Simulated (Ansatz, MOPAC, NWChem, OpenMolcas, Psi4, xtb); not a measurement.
## Si2H5O (SMILES [SiH2]O[SiH3]): the zero-point energy at each level's own minimum, rung by rung

The runs start from one conformer, not always the lowest.

Si2H5O, doublet, SMILES `[SiH2]O[SiH3]`. Each level relaxes the structure for itself.

Quantity: the zero-point energy at each level's own minimum, in kJ/mol. The values are calculated.

```tsv
level	kind	program	value (kJ/mol)
PM6-D3H4	semi-empirical	MOPAC	109.4
PM7	semi-empirical	MOPAC	116.6
GFN2-xTB	semi-empirical	xtb	112.2
GFN1-xTB	semi-empirical	xtb	111.9
UHF/3-21G	Hartree–Fock	OpenMolcas	125.4
UHF/6-31G* (spherical functions)	Hartree–Fock	NWChem	127.5
UB3LYP/def2-SVP	global hybrid	NWChem	118.0
UPBE0-D4/def2-TZVP	global hybrid	Ansatz	118.2
UMP2/def2-SVP (density fitting, density fitting for correlation)	perturbation theory	Psi4	123.1
```

Harmonic and unscaled. The values span 109.4 to 127.5 kJ/mol.

The zero-point energy depends mainly on how stiff each method makes the bonds. Hartree–Fock gives the largest values, up to 127.5 kJ/mol, as expected when electron correlation is missing: without the admixture of antibonding configurations, bonds come out too short and their force constants too high. MP2 lies below both Hartree–Fock values, and the two hybrids lie lower still, at 118.0 and 118.2 kJ/mol. Their close agreement suggests a modest sensitivity to the choice of functional and basis, though compensating differences could also produce it.

Most of the energy probably resides in the Si–H stretches and the SiH₂ and SiH₃ deformations, whereas the soft Si–O–Si bend and the torsions add little. Small systematic shifts in the hydrogen modes therefore add up. All four semi-empirical values fall below the hybrids, with PM7 closest, which probably reflects their parametrisation rather than a better account of correlation. The spread cannot be carried over directly to a Si–H bond energy, because much of it may cancel against the parent disiloxane.
